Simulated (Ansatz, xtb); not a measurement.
C5H10B2O: which of two isomers lies lower

Structure a is `BOBC1CC=CC1`, a singlet and structure b is `CC#CBOBCC`, a singlet. Both are isolated molecules in the gas phase, relaxed with B3LYP/def2-SVP; the shapes shown needn't be the lowest conformers.

a (Å):

```
atom    x (Å)    y (Å)    z (Å)
   C   0.7693   0.3308  -0.5130
   C  -0.2421   1.5073  -0.5766
   C  -1.5849   0.8254  -0.4502
   C  -1.4908  -0.5014  -0.5971
   C  -0.0697  -0.9489  -0.8460
   B   2.7684   2.6337  -2.7082
   B   2.1124   0.4330  -1.3280
   O   2.4464   1.5347  -2.0224
   H   3.3893   3.5081  -2.1501
   H   2.4297   2.7185  -3.8656
   H   2.9008  -0.4878  -1.3514
   H   1.0838   0.2168   0.5438
   H  -0.1849   2.0608  -1.5347
   H  -0.0630   2.2575   0.2127
   H  -2.5195   1.3742  -0.3047
   H  -2.3366  -1.1946  -0.5932
   H   0.0463  -1.2741  -1.8992
   H   0.2299  -1.8151  -0.2322
```

b (Å):

```json
{"atom": "C", "x (Å)": "4.1526", "y (Å)": "0.8155", "z (Å)": "-0.1658"}
{"atom": "C", "x (Å)": "2.9803", "y (Å)": "0.1669", "z (Å)": "-0.7355"}
{"atom": "C", "x (Å)": "1.9965", "y (Å)": "-0.3761", "z (Å)": "-1.2132"}
{"atom": "C", "x (Å)": "-2.6056", "y (Å)": "0.3797", "z (Å)": "-1.2812"}
{"atom": "C", "x (Å)": "-2.0781", "y (Å)": "1.3389", "z (Å)": "-2.3520"}
{"atom": "B", "x (Å)": "0.8015", "y (Å)": "-1.0792", "z (Å)": "-1.8519"}
{"atom": "B", "x (Å)": "-1.6616", "y (Å)": "-0.7930", "z (Å)": "-0.8190"}
{"atom": "O", "x (Å)": "-0.4316", "y (Å)": "-0.9562", "z (Å)": "-1.3329"}
{"atom": "H", "x (Å)": "3.9245", "y (Å)": "1.2940", "z (Å)": "0.8007"}
{"atom": "H", "x (Å)": "4.5371", "y (Å)": "1.5934", "z (Å)": "-0.8465"}
{"atom": "H", "x (Å)": "4.9657", "y (Å)": "0.0885", "z (Å)": "-0.0036"}
{"atom": "H", "x (Å)": "0.9356", "y (Å)": "-1.7641", "z (Å)": "-2.8394"}
{"atom": "H", "x (Å)": "-2.0204", "y (Å)": "-1.5914", "z (Å)": "0.0210"}
{"atom": "H", "x (Å)": "-2.8913", "y (Å)": "0.9306", "z (Å)": "-0.3623"}
{"atom": "H", "x (Å)": "-3.5584", "y (Å)": "-0.0879", "z (Å)": "-1.6017"}
{"atom": "H", "x (Å)": "-1.1555", "y (Å)": "1.8441", "z (Å)": "-2.0223"}
{"atom": "H", "x (Å)": "-1.8375", "y (Å)": "0.8071", "z (Å)": "-3.2873"}
{"atom": "H", "x (Å)": "-2.8110", "y (Å)": "2.1233", "z (Å)": "-2.6009"}
```

**Question.** Estimate which is lower in electronic energy at CCSD(T)/def2-SVP + ΔMP2/def2-TZVPP, and by roughly how much.

**Answer.** The CCSD(T)/def2-SVP + ΔMP2/def2-TZVPP calculation puts structure a lower, by 25.0 kJ/mol.

How the difference moves with the method:

| level | geometry | E(b) − E(a) (kJ/mol) | departure from the last row (kJ/mol) | job, with rough time for the two |
| --- | --- | --- | --- | --- |
| GFN2-xTB | GFN2-xTB | +104.4 | +79.5 | optimisation, 0.68 s |
| HF/STO-3G | GFN2-xTB | +67.7 | +42.7 | single point, 0.44 s |
| r2SCAN-D4/def2-SVP | GFN2-xTB | +26.1 | +1.1 | single point, 4.4 s |
| B3LYP/def2-SVP | B3LYP/def2-SVP | +9.1 | −15.8 | optimisation, 2 min |
| HF/def2-SVP | B3LYP/def2-SVP | +8.4 | −16.5 | part of the CCSD(T) run |
| MP2/def2-SVP | B3LYP/def2-SVP | +22.8 | −2.2 | part of the CCSD(T) run |
| CCSD(T)/def2-SVP | B3LYP/def2-SVP | +28.6 | +3.6 | single point |
| CCSD(T)/def2-SVP + ΔMP2/def2-TZVPP | B3LYP/def2-SVP | +25.0 |  | single point, 2.4 min |

As drawn, b has 1 C≡C, 1 C–B, 1 C–H in place of 2 C–C, 1 C=C, 1 B–H. Structure a has a 5-membered ring, b no ring.

None of the levels shown reverses the order. The largest departure from CCSD(T)/def2-SVP + ΔMP2/def2-TZVPP is that of GFN2-xTB, 79.5 kJ/mol. A small imaginary or near-zero mode remains, so no thermal terms are given. The last row adds to CCSD(T) the change of the MP2 difference between the two basis sets, here −3.6 kJ/mol.

The correlated steps freeze 8 core orbitals. Run with Ansatz 0.2.0, xtb 6.7.1; the last row on 4 threads of Arm Neoverse V1 on a shared host.

The cyclic isomer a is favoured because it exchanges one π bond of the alkyne for σ bonding in the carbon skeleton. Closing a cyclopentene ring costs little strain, so most of that gain survives. Isomer b recovers part of the difference through its second C–B bond and through conjugation of the alkyne π system with the formally empty p orbital on boron. The B–O–B unit is nearly linear in both structures, which suggests similar oxygen lone-pair donation to boron and hence substantial cancellation of that contribution.

Electron correlation strengthens the preference for a, from +8.4 kJ/mol at HF/def2-SVP to +28.6 kJ/mol with CCSD(T) in the same basis, probably because the compact ring has more correlation energy between neighbouring σ bonds. The calculations therefore support a as the lower of these two structures in electronic energy, but the preference says nothing about how readily b would cyclise, since that requires extensive bond reorganisation.
